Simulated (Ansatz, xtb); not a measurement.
Two isomers of C3H7N3Si

Structure X: `N[SiH2]n1ccnc1`, a singlet. Structure Y: `Cc1ncnn1[SiH3]`, a singlet. Both are isolated molecules in the gas phase, relaxed with r2SCAN-D4/def2-SVP; the shapes shown needn't be the lowest conformers.

X (Å):

```xyz
14

C     0.2780   -1.1422    1.1166
C     0.9434    0.0375    1.3637
C    -0.7430    0.0310    2.6694
N    -3.2716   -2.3630    0.7676
N    -0.8202   -1.1541    1.9656
N     0.2956    0.7595    2.3359
Si   -2.1253   -2.3788    2.0428
H    -3.0560   -2.7848   -0.1300
H    -3.9283   -1.5960    0.6606
H    -2.8044   -2.0594    3.3242
H    -1.4429   -3.6977    2.0120
H     0.4850   -1.9655    0.4338
H     1.8597    0.4005    0.8962
H    -1.4853    0.2941    3.4262
```

Y (Å):

```csv
atom,x (Å),y (Å),z (Å)
C,-2.8403,-0.0981,0.1731
C,-1.4711,-0.6802,0.1565
C,0.1992,-1.9553,0.1986
N,-1.1597,-1.9579,0.2792
N,0.7540,-0.7681,0.0346
N,-0.3314,0.0671,0.0066
Si,-0.0985,1.8270,-0.2032
H,-3.0701,0.4295,-0.7675
H,-2.9674,0.6204,0.9998
H,-3.5660,-0.9103,0.3030
H,0.8039,-2.8611,0.2630
H,-0.8183,2.2573,-1.4350
H,-0.6906,2.5263,0.9721
H,1.3595,2.0611,-0.3068
```

Quicker runs give these differences E(Y) − E(X): GFN2-xTB +5.4 kcal/mol; HF/STO-3G +2.0 kcal/mol (at GFN2-xTB geometries); r2SCAN-D4/def2-SVP//GFN2-xTB +23.8 kcal/mol.

Q: Estimate E(Y) − E(X) at the level CCSD(T)/def2-SVP + ΔMP2/def2-TZVPP.

A: Calculated at CCSD(T)/def2-SVP + ΔMP2/def2-TZVPP: E(Y) − E(X) = +28.8 kcal/mol, so structure X lies lower.

The same difference at several levels:

| level | geometry | E(Y) − E(X) (kcal/mol) | departure from the last row (kcal/mol) | job, with rough time for the two |
| --- | --- | --- | --- | --- |
| GFN2-xTB | GFN2-xTB | +5.4 | −23.4 | optimisation, 0.16 s |
| HF/STO-3G | GFN2-xTB | +2.0 | −26.8 | single point, 0.36 s |
| r2SCAN-D4/def2-SVP//GFN2-xTB | GFN2-xTB | +23.8 | −5.0 | single point, 3.6 s |
| r2SCAN-D4/def2-SVP | r2SCAN-D4/def2-SVP | +23.6 | −5.2 | optimisation, 50 s |
| HF/def2-SVP | r2SCAN-D4/def2-SVP | +26.5 | −2.3 | part of the CCSD(T) run |
| MP2/def2-SVP | r2SCAN-D4/def2-SVP | +23.9 | −4.8 | part of the CCSD(T) run |
| CCSD(T)/def2-SVP | r2SCAN-D4/def2-SVP | +21.7 | −7.1 | single point |
| CCSD(T)/def2-SVP + ΔMP2/def2-TZVPP | r2SCAN-D4/def2-SVP | +28.8 |  | single point, 78 s |

As drawn, Y has 1 C–C, 1 N∷N, 1 C–H, 1 Si–H in place of 1 N–Si, 1 C∷C, 2 N–H (∷ is an aromatic bond).

None of the levels shown reverses the order. The largest departure from CCSD(T)/def2-SVP + ΔMP2/def2-TZVPP is that of HF/STO-3G, 26.8 kcal/mol. The last row adds to CCSD(T) the change of the MP2 difference between the two basis sets, here +7.1 kcal/mol, a large step that makes the value less sure.

With thermal terms from frequencies at re-optimised GFN2-xTB minima (ideal gas, soft modes damped towards free rotors, one conformer each, 298.15 K, 1 atm): the zero-point term adds −1.2 kcal/mol; ΔH is +27.5 and ΔG +27.6 kcal/mol.

The correlated steps freeze 11 core orbitals. Programs: Ansatz 0.2.0, xtb 6.7.1; the last row on 4 threads of Arm Neoverse V1 on a shared host.

The aminosilyl imidazole X lies well below the silyl triazole Y, and thermal terms barely change the gap. Both isomers keep an aromatic five-membered azole ring, so the preference probably comes mainly from where nitrogen and silicon find their partners. In X the third nitrogen sits outside the ring as an amino group, with a second strong, polar Si–N bond and two N–H bonds. In Y it is in the ring, where it forms a comparatively weak N–N link between two electronegative atoms, and silicon keeps a less polar Si–H bond instead. The new C–C and C–H bonds in Y don't make up for this.

The closeness of HF/def2-SVP to the final value is a cancellation: correlation in that basis narrows the gap, while the larger basis widens it. The small gap in HF/STO-3G probably reflects a minimal basis too rigid to describe polar Si–N bonding. The energy order says nothing about resistance to hydrolysis, to which Si–N bonds are commonly prone.
